**Q:** I took the 5s electron out of Tc⁺ in steps of 0.2 with Dirac LDA. The energy doesn't follow a straight line between the two ions. Why not, and can I call the last energy an ionisation energy?

All-electron Dirac Kohn-Sham calculations with Quantum ESPRESSO ld1.x 7.5, using LDA (Slater exchange, VWN5 correlation), spin-unpolarised spherical densities and a point nucleus. Charge is removed from the 5s1/2 level of Tc⁺ (Z = 43), which starts as [Kr] (4d3/2)4 (4d5/2)1 (5s1/2)1.

```tsv
electrons removed (electrons)	energy change (eV)	emptied level eigenvalue (eV)	emptied level mean radius (bohr)	deviation from the straight line (eV)
0.000	0	-11.694	3.009	0.000
0.200	2.4755	-13.065	2.965	-0.558
0.400	5.2273	-14.455	2.923	-0.840
0.600	8.2587	-15.860	2.883	-0.842
0.800	11.572	-17.274	2.843	-0.563
1.000	15.168	-18.688	2.803	0.000
```

**A:** The second question limits everything else, so take it first. The occupations are imposed. Further output of the same calculation puts the 5s level above the mostly empty 4d5/2 level, by 2.67 eV at 0.2 electron removed and 3.52 eV at 0.8, so as long as 5s holds charge this is not the state that LDA would fill from the bottom. The density is also spherical and unpolarised: the d⁵ shell has no Hund's-rule spin, and the lone 5s electron is shared between both spins. So 15.168 eV is the ionisation energy of this constrained model, from 5s, and not a prediction of the measured one. Use the table for the shape of the curve.

**Q:** Then the shape. Let x be the electrons removed, E the energy change, ε the eigenvalue of the emptied level and ⟨r⟩ its mean radius.

**A:** Janak's theorem gives dE/dx = −ε. Integrating the eigenvalue column returns the energy column within 0.0002 eV, below the rounding of about 0.001 eV. The theorem is built into a variational Dirac calculation, so this checks consistency only, but it turns your question into one about ε. A straight E needs a constant ε, which is what exact theory gives for ground states between integer charges. Here −ε climbs from 11.694 to 18.688 eV, so −ε(0) is 22.9% below the removal energy I = E(1).

Call the total climb U = 6.994 eV per electron, and let the local slope drift at a rate k:

−ε = −ε(0) + Ux − (k/2)x(1−x)

Integrate and subtract the chord between the first and last rows:

deviation = −(U/2)x(1−x) − (k/6)x(1−x)(x−½)

The first term is a parabola of depth U/8 = 0.874 eV. The slopes of the first and last intervals, 6.855 and 7.070 eV per electron, lie 0.8 apart in x and give k = 0.269.

**Q:** At x = 0.2 the parabola is −3.497 × 0.16 = −0.560 eV, and the drift term is −(0.269/6)(0.16)(−0.3) = +0.002 eV. The table has −0.558.

**A:** Unrounded, the sum is −0.557. Nothing was fitted to the deviation column, but U and k come from the eigenvalues, this row's among them, and Janak's theorem ties the columns together, so the agreement is no independent prediction. The parabola alone misses by 0.003 eV at worst. The drift term cuts that to 0.002 eV, still slightly above the rounding, because the drift is not uniform. It accounts for the deeper sag on the emptied side, −0.563 at x = 0.8 against −0.558 at 0.2: a difference of −0.005 eV, for which the model gives −0.004.

The same k fixes the errors of the shortcuts to I. Slater's transition state, −ε(½), interpolates to 15.156 eV, 0.012 eV below I, where k/24 gives 0.011. The mean of the two end eigenvalues, 15.191 eV, is 0.023 eV above, where k/12 gives 0.022. Both cancel U altogether.

**Q:** That describes the curve. What makes U about 7 eV?

**A:** In LDA the 5s level sits in the Hartree potential of the whole density, its own charge included. Take away part of that charge and the level drops. With frozen orbitals the Hartree part of the slope is the Slater integral F⁰(5s,5s), the repulsion of the 5s cloud with itself. For a true single electron, exchange would cancel that self-repulsion exactly; LDA exchange cancels only part, and less still when the electron is shared between both spins, as here. A fractional charge then looks too stable, which is the delocalisation error. That attribution is theory's, but the size can be compared. Further output gives F⁰ = 8.265 eV at x = 0.2 and 8.613 eV at 0.8, where the local slopes are 6.902 and 7.070 eV per electron. The ratios are 0.835 and 0.821: most of the self-repulsion survives.

F⁰ is an inverse length, and F⁰⟨r⟩ is 0.90 in atomic units in both rows. For the middle interval ⟨r⟩ averages to (2.923 + 2.883)/2 = 2.903 bohr, so F⁰ ≈ 0.900 × 27.21/2.903 = 8.44 eV. One fraction fitted to all five intervals, this one included, is 0.829, which gives 7.0 eV against the table's 7.025.

**Q:** What takes off the remaining sixth?

**A:** Two things, both negative by argument. The LDA exchange potential goes as −n^(1/3) in the density n, so it weakens as charge leaves and opposes the drop. And the orbitals relax, which can only lower the curvature of an energy that is minimised over them.

The relaxation is visible in the further output. Between x = 0.2 and 0.8 the 4d3/2 radius shrinks by 1.9%. At the nucleus, removing frozen 5s charge would deepen the potential by 12.06 eV per electron, and the 4d contraction gives back 2.49 eV, or 21%. The budget of ⟨1/r⟩ over 5s, 4d and 4p sums to −0.198 atomic units, close to the 3s level shift of −0.192 hartree. That is screening seen from inside. By Gauss's law, 4d charge that moves inward while already lying inside the 5s electron changes nothing for it, so only the overlapping part counts. I can't split the gap F⁰ − U between exchange-correlation and screening with these numbers. The ratio of level shift to F⁰ with 5s is 0.824 for 4p3/2 and 0.840 for 4d3/2, levels with no 5s self-repulsion to cancel, so the size of the fraction is by itself no measure of exchange.

**Q:** The eigenvalue grows by 60% in magnitude, yet ⟨r⟩ shrinks by only 6.8%. I expected more.

**A:** A hydrogen-like orbital with growing effective charge has ⟨r⟩ ∝ |ε|^(−1/2), which would end at 2.380 bohr; the table has 2.803, and the fitted exponent is −0.15. So that picture fails. The charge removed is a diffuse outer shell, whose potential varies only slowly inside it, and a flat potential moves levels without reshaping orbitals. The further output shows that the net change is flat: 3s, 4s and 4p3/2 drop by 8.71, 8.70 and 8.69 eV per electron, 4d3/2 by 8.44. Part of that flatness is screening: the bare 5s potential falls from 12.06 eV per electron at the nucleus to 10.55 at 4p3/2 and 10.06 at 4d3/2, and the relaxation, which gives back more at the nucleus than further out, evens it. The 5s drops by 7.02 because it extends to where that potential falls off, and this fall-off is what contracts it. The small contraction lets F⁰ rise by only 4.2% between x = 0.2 and 0.8, which fits a nearly constant U and a nearly parabolic sag, though U rises less still, by 2.4%.

**Q:** One row bothers me. The slopes run 6.855, 6.950, 7.025, 7.070, 7.070. Why does the rise stop?

**A:** The steps are 0.095, 0.075, 0.045 and 0.000 with a rounding limit of 0.010, so the flattening is real within the calculation. The early rise has the sign of the contraction, since a smaller orbital repels itself more. But the radius keeps shrinking by 0.040 bohr in each of the last three steps, so F⁰ keeps rising, and the fixed fraction overshoots the last interval by 0.121 eV per electron. That is hardly better than a constant U, whose worst miss is 0.139. The fraction gives the size of U and not its course. The gap F⁰ − U widens from 1.363 to 1.543 eV between the two rows with direct values; with F⁰ scaled by 1/⟨r⟩, slightly extrapolated at the ends, it grows in every interval, to 1.608 eV in the last.

My best guess at the cause is the exchange term. Its derivative goes as −n^(−2/3), and removing 5s charge thins the outer density, so the term grows as that level empties. The 4d tail limits that growth: at x = 0.8 five 4d electrons stand against 0.2 electron in the 5s level, so 5s should dominate the density only far out. The relaxation of the 5s itself fades with its occupation and would narrow the gap, so it has the wrong sign. More screening from greater 5s–4d overlap has the right sign and isn't excluded. The output printed below gives the slopes, F⁰ values and gaps; it does not test this guess.

**Q:** How would I guess a neighbouring case?

**A:** Start from the size of the emptied orbital: F⁰ goes as 1/⟨r⟩, and the sag is somewhat less than F⁰/8. A more diffuse s level sags less. The compact 4d5/2 has an F⁰ well above the 0.304 hartree of 5s in the further output at x = 0.2, so it should sag more, though the 5s electron outside it would screen strongly and the fraction 0.83 can't be carried over. With spin polarisation the removed charge has one spin, exchange should cancel more of the self-repulsion, and I would expect a shallower sag of the same sign.

Printed output of the fit:

```
Janak: integral(-eps) - E [eV]: 0.0000 0.0001 -0.0000 -0.0001 -0.0001 0.0002 | floor ~0.001
I = 15.168 eV; mean U = 6.994 eV/e; U/2 = 3.497; U/8 = 0.874 eV
rival constant eps: -eps(0)-I = -3.474 eV (-22.9%), -eps(1)-I = 3.520 eV
interval midpoints x: 0.1 0.3 0.5 0.7 0.9
U = d(-eps)/dx [eV/e]: 6.855 6.950 7.025 7.070 7.070 | floor 0.005
steps of U [eV/e]: 0.095 0.075 0.045 -0.000 | floor 0.010
U from 2nd difference of E, x=0.2..0.8: 6.907 6.990 7.048 7.068 | floor 0.005-0.04
mean drift k = 0.269 eV/e^2; U rises 3.1% first to last interval
off_line table [eV]: 0.000 -0.558 -0.840 -0.842 -0.563 0.000 | floor 0.001
parabola [eV]:       -0.000 -0.560 -0.839 -0.839 -0.560 -0.000 | resid 0.000 0.002 -0.001 -0.003 -0.003 0.000
with drift k [eV]:   0.000 -0.557 -0.838 -0.840 -0.562 -0.000 | resid 0.000 -0.001 -0.002 -0.002 -0.001 0.000
asymmetry off(0.8)-off(0.2) = -0.005, model -0.0043 eV
Slater -eps(0.5) interpolated 15.156, error -0.012 (-k/24 = -0.011) eV
end-point mean 15.191, error 0.023 (k/12 = 0.022) eV
F0(5s,5s) x=0.2,0.8 [eV]: 8.265 8.613 | F0*<r> [a.u.]: 0.9006 0.8999
local U there [eV/e]: 6.902 7.070 | U/F0 0.835 0.821 | F0-U 1.363 1.543
x=0.2->0.8: F0 rises 4.2%, U rises 2.4%
F0 ~ c/<r> per interval [eV]: 8.201 8.321 8.439 8.557 8.678 | floor ~0.003 (ends extrapolated)
U/F0: 0.836 0.835 0.832 0.826 0.815 | F0-U [eV]: 1.346 1.371 1.414 1.487 1.608
bare F0 excess over U [%]: 19.6 19.7 20.1 21.0 22.7
fixed fraction s = 0.829; resid U - s*F0: 0.059 0.055 0.033 -0.020 -0.121 worst x=0.9
constant U resid: -0.139 -0.044 0.031 0.076 0.076
radius change -6.8%, |eps| change 59.8%; steps -0.044 -0.042 -0.040 -0.040 -0.040 floor 0.001
exponent r~|eps|^p: -0.150 (hydrogenic -0.5 gives r(1) = 2.380, table 2.803 bohr)
shift 3s: 8.71 eV/e
shift 4s: 8.70 eV/e
shift 4p3/2: 8.69 eV/e; mean F0(5s,4p3/2) 10.55 eV; ratio 0.824
shift 4d3/2: 8.44 eV/e; mean F0(5s,4d3/2) 10.06 eV; ratio 0.840
shift 4d5/2: 8.43 eV/e; mean F0(5s,4d5/2) 10.04 eV; ratio 0.840
shift 5s: 7.02 eV/e; mean F0(5s,5s) 8.44 eV; ratio 0.831
<1/r> budget [1/bohr]: 5s removal -0.266, 5s shrink 0.010, 4d 0.055, 4p 0.003
sum -0.198; total output -0.20 (floor 0.01); 3s shift -0.192 Ha
at nucleus: bare 12.06 eV/e, 4d gives back 2.49 eV/e (21%)
4d3/2 <r> change -1.9%; 5s above 4d5/2 by 2.67, 3.52 eV
```
